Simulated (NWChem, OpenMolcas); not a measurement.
# How basis sets differ on CH5FOSi (SMILES CO[SiH2]F)

CH5FOSi: 9 atoms, total charge 0, spin state singlet. SMILES: `CO[SiH2]F`. The coordinates come from a PBE0-D4/def2-TZVP relaxation. This is one conformer, not always the lowest.

Each level gives the HOMO–LUMO gap (eV). The values are calculated.

```
            level          kind     program  value (eV)
HF/ANO-R0 (sfX2C)  Hartree–Fock  OpenMolcas       15.49
        HF/STO-3G  Hartree–Fock  OpenMolcas       21.92
         HF/3-21G  Hartree–Fock      NWChem       17.73
      HF/def2-SVP  Hartree–Fock      NWChem       17.36
```

The values span 15.49 to 21.92 eV. A Hartree–Fock LUMO above zero doesn't converge with the basis: it sinks as sets grow more diffuse. Orbital gaps aren't excitation energies.

The gap doesn't follow basis size: the two minimal sets, STO-3G and ANO-R0, give the largest and smallest values, 21.92 and 15.49 eV, with the split-valence sets between them. The shape of the functions therefore matters as much as their number. STO-3G has a single, fairly compact function per valence shell, so the empty orbital, probably σ* in character around silicon, is forced into a small region and pushed up in energy. Splitting the valence shell lets that orbital expand, which fits the drop to 17.73 eV with 3-21G. The polarisation functions in def2-SVP accompany only a slight further change.

The low ANO-R0 value probably reflects contractions built from atomic densities, with more realistic valence tails than STO-3G. Scalar relativity also enters in that row, but should matter little for valence levels of such light elements. The gaps alone don't show how much of each shift comes from the occupied level rather than the empty one.
